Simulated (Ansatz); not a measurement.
A series in volume scale on HfC

Results calculated with Ansatz 0.2.0, not measured. Free energy against uniform scaling of the volume at fixed shape and fractions; periodic cell, basis, potentials, k mesh and filling as listed.

The cell before it is scaled or strained (space group Fm-3m, No. 225):
```
cell vectors (Å)
   0.0000     2.3250     2.3250
   2.3250     0.0000     2.3250
   2.3250     2.3250     0.0000
atoms (fractions of the cell vectors)
Hf  0.50000  0.50000  0.50000
C   0.00000  0.00000  0.00000
```

Settings of every row: functional PBEsol; dispersion none; potentials PAW; wave cutoff 500 eV; density cutoff 2000 eV; k mesh 11x11x11; k shift 0x0x0; occupations fermi dirac; smearing width 0.05 eV; spin none.

Limits: coarse k mesh, up to 40 meV an atom off; no spin-orbit coupling, which can matter with elements this heavy.

| row | volume scale | V (Å³/atom) | energy above lowest point (meV/atom) | pressure (GPa) |
| --- | --- | --- | --- | --- |
| 1 | 0.88 | 11.06 | 99.4 | 30.18 |
| 2 | 0.92 | 11.563 | 28.7 | 15.38 |
| 3 | 0.96 | 12.065 | 0 | 3.33 |
| 4 | 1 | 12.568 | 5.5 | -6.5 |
| 5 | 1.04 | 13.071 | 38.9 | -14.54 |
| 6 | 1.08 | 13.574 | ? | ? |
| 7 | 1.12 | 14.076 | 170.1 | -26.45 |

Question: what energy above lowest point and pressure should row 6 give?

Worked fit of energy above lowest point. Take u = (V_r/V)^(2/3) − 1 with V_r = 12.316 Å³ an atom, which is twice the finite (Eulerian) strain; such expansions in the strain, on which the Birch-Murnaghan equation of state is built, carry the rest volume and the bulk modulus. The shown rows have u = 0.07434, 0.04296, 0.01382, -0.01341, -0.03889, -0.0852. Least squares give energy above lowest point = −1.12 − 209.1 × u + 21063 × u² − 816 × u³ meV/atom; a parabola predicts inner rows, each left out in turn, worse (root mean square 0.13 against 0.034 meV/atom). All shown rows lie on it to the printed digit. Its lowest point lies at u = 0.0050, or V = 12.22 Å³ an atom, and the curvature there gives the bulk modulus at fixed shape and fractions, B = (4/9)(1 + u)² E″(u)/V = 248 GPa. The withheld row has u = -0.06278, so the fit gives −1.12 − 209.1 × (-0.06278) + 21063 × (-0.06278)² − 816 × (-0.06278)³ = 95.2 meV/atom.

The calculation gave 95.2 meV/atom. The fit meets it to the printed digit.

Worked fit of pressure. Take u = (V_r/V)^(2/3) − 1 with V_r = 12.316 Å³ an atom, which is twice the finite (Eulerian) strain; such expansions in the strain, on which the Birch-Murnaghan equation of state is built, carry the rest volume and the bulk modulus. The shown rows have u = 0.07434, 0.04296, 0.01382, -0.01341, -0.03889, -0.0852. Least squares give pressure = −1.823 + 360.86 × u + 893.1 × u² + 589 × u³ GPa; a parabola predicts inner rows, each left out in turn, worse (root mean square 0.096 against 0.0086 GPa). The rows lie off it by 0.00, 0.01, -0.01, 0.00, 0.00, 0.00. The pressure vanishes at u = 0.0050, or V = 12.22 Å³ an atom, and there the bulk modulus at fixed shape and fractions is B = −V dP/dV = (2/3)(1 + u) dP/du = 248 GPa. The withheld row has u = -0.06278, so the fit gives −1.823 + 360.86 × (-0.06278) + 893.1 × (-0.06278)² + 589 × (-0.06278)³ = -21.10 GPa.

The calculation gave -21.11 GPa. The fit lies 0.01 GPa (0.018 % of the column's range) above it, one unit of the last digit.
